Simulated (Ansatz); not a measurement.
Loss of H2: C3H2F6 → C3F6 + H2

Species: C3H2F6 `FC(F)C(F)C(F)(F)F`, singlet; C3F6 (hexafluoropropylene) `FC(F)=C(F)C(F)(F)F`, singlet; H2, singlet. 

Shapes, held fixed at every level: PBE0-D4/def2-TZVP. Flexible molecules stand in one conformer, not always the lowest. Programs: Ansatz 0.2.0. The zero-point and thermal change to 298 K, harmonic and unscaled (PBE0-D4/def2-TZVP), is -28.8 kJ/mol.

```
                level                   kind  ΔH(298 K) (kJ/mol)  less CCSD(T)/CBS estimate
   PBE0-D4/def2-TZVPP          global hybrid              +175.1                       -3.5
r2SCAN0-D4/def2-TZVPP          global hybrid              +181.8                       +3.2
         MP2/def2-SVP    perturbation theory              +179.3                       +0.7
       MP2/def2-TZVPP    perturbation theory              +179.6                       +1.0
   CCSD(T)/def2-TZVPP  coupled cluster or CI              +176.6                       -2.0
      CCSD/def2-TZVPP  coupled cluster or CI              +183.1                       +4.5
 CCSD(T)/CBS estimate  coupled cluster or CI              +178.6                        0.0
```

The highest level, CCSD(T)/CBS estimate, gives ΔH(298 K) = +178.6 kJ/mol; the levels span +175.1 to +183.1. The column of differences is taken from that level and isn't an error. No measured value is set beside it here. The CBS estimate extrapolates MP2 from def2-TZVPP and def2-QZVPP and adds CCSD(T) − MP2 in the triple-zeta set, cores frozen; for H2 it overshoots the exact energy by about 1 mEh.

Dehydrogenation is strongly endothermic at every level, because the new H–H bond and the C=C π bond don't repay the cost of breaking two C–H bonds. Fluorine probably adds to that cost: it favours carbon orbitals rich in p character, which suits the saturated carbons better than the alkene, and its lone pairs repel the filled π orbital.

The clearest effect of correlation is the fall from +183.1 kJ/mol with CCSD to +176.6 with CCSD(T) in the same basis. Connected triples thus favour the products, as expected when a π bond with a low-lying π* orbital is formed. The near-identical MP2 values in the two smaller basis sets don't demonstrate convergence, since extrapolation still raises the coupled-cluster result, and MP2's closeness to the highest level probably owes something to cancelling errors.

The gain in entropy on releasing H2 will favour the reaction at high temperature, but the enthalpy alone doesn't show whether H2 loss can compete with HF elimination.
